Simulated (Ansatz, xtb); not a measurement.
**Two isomers of C6H3F3**

Structure a: `F/C=C1C=C(F)C/1=C/F`, a singlet. Structure b: `FC1=C[C@@H]2C(F)=C(F)[C@H]12`, a singlet. Both are isolated molecules in the gas phase, relaxed with r2SCAN-D4/def2-SVP.

Energies in hartree; the thermal terms are from GFN2-xTB frequencies at re-optimised GFN2-xTB minima (ideal gas, soft modes damped towards free rotors, one conformer each, 298.15 K, 1 atm) and include the zero-point energy:

```
                              a           b
E, CCSD(T)/def2-SVP  −528.115852  −528.104749
    E, MP2/def2-SVP  −528.029111  −528.023535
  E, MP2/def2-TZVPP  −529.011649  −529.006744
  zero-point energy     0.070989     0.072972
       H(298 K) − E     0.080132     0.081072
       G(298 K) − E     0.037463     0.041001
```

Correct the CCSD(T) difference for the basis set by the MP2 change, then work out ΔE, ΔE₀, ΔH and ΔG for a → b in kJ/mol (1 Eh = 2625.50 kJ/mol) and the equilibrium ratio [b]/[a].

1. Differences b − a: CCSD(T) +0.011103, MP2 in the small set +0.005576, MP2 in the large set +0.004905 Eh.
2. ΔE = +0.011103 + (+0.004905 − (+0.005576)) = +0.010432 Eh = +27.39 kJ/mol.
3. ΔE₀ = ΔE + ΔZPE = +0.010432 + (+0.001983) Eh = +32.60 kJ/mol.
4. ΔH = ΔE + (+0.000940) Eh = +29.86 kJ/mol.
5. ΔG = ΔE + (+0.003538) Eh = +36.68 kJ/mol, so ΔS = (ΔH − ΔG)/T = −22.9 J/(mol K).
6. kT = 0.9442 mEh, so K = [b]/[a] = exp(−ΔG/kT) = exp(−14.80) ≈ 3.8 × 10^−7.

Structure a is favoured at this temperature. An error of 4 kJ/mol in ΔG would change K by a factor of 5. HF/STO-3G gave ΔE the other sign. Mirror images and further conformers aren't counted.

As drawn, b has 2 C–C in place of 1 C=C. Structure a has a 4-membered ring, b 2 4-membered rings.

Other levels gave ΔE = +10.8 (GFN2-xTB); −55.4 (HF/STO-3G, GFN2-xTB geometries); +41.8 (r2SCAN-D4/def2-SVP//GFN2-xTB); +35.9 (r2SCAN-D4/def2-SVP); +52.7 (HF/def2-SVP); +14.6 (MP2/def2-SVP); +29.2 (CCSD(T)/def2-SVP) kJ/mol. The correlated steps freeze 9 core orbitals. Programs: Ansatz 0.2.0, xtb 6.7.1.

The bis(fluoromethylene)cyclobutene a lies below the Dewar-benzene b, even though b exchanges a π bond for σ bonding, which would normally favour the more cyclic isomer. The likely reason is strain: two fused four-membered rings, each holding a double bond, cost more than the extra σ bonding returns, while a also keeps a conjugated triene. Fluorine sits only on sp2 carbon in both, so a change in C–F bond type can't drive the preference. Zero-point energy and entropy widen the gap, as expected for a stiffer, more compact cage.

In the small basis, ΔE falls from +52.7 (HF) to +14.6 (MP2) and returns to +29.2 kJ/mol with CCSD(T), probably because MP2 overestimates the correlation gain of the compact cage. The order is therefore better supported than the exact ratio. That ratio concerns these two isomers only: aromatic trifluorobenzenes are known to be far more stable, and no barrier for interconversion or aromatisation follows from these energies.
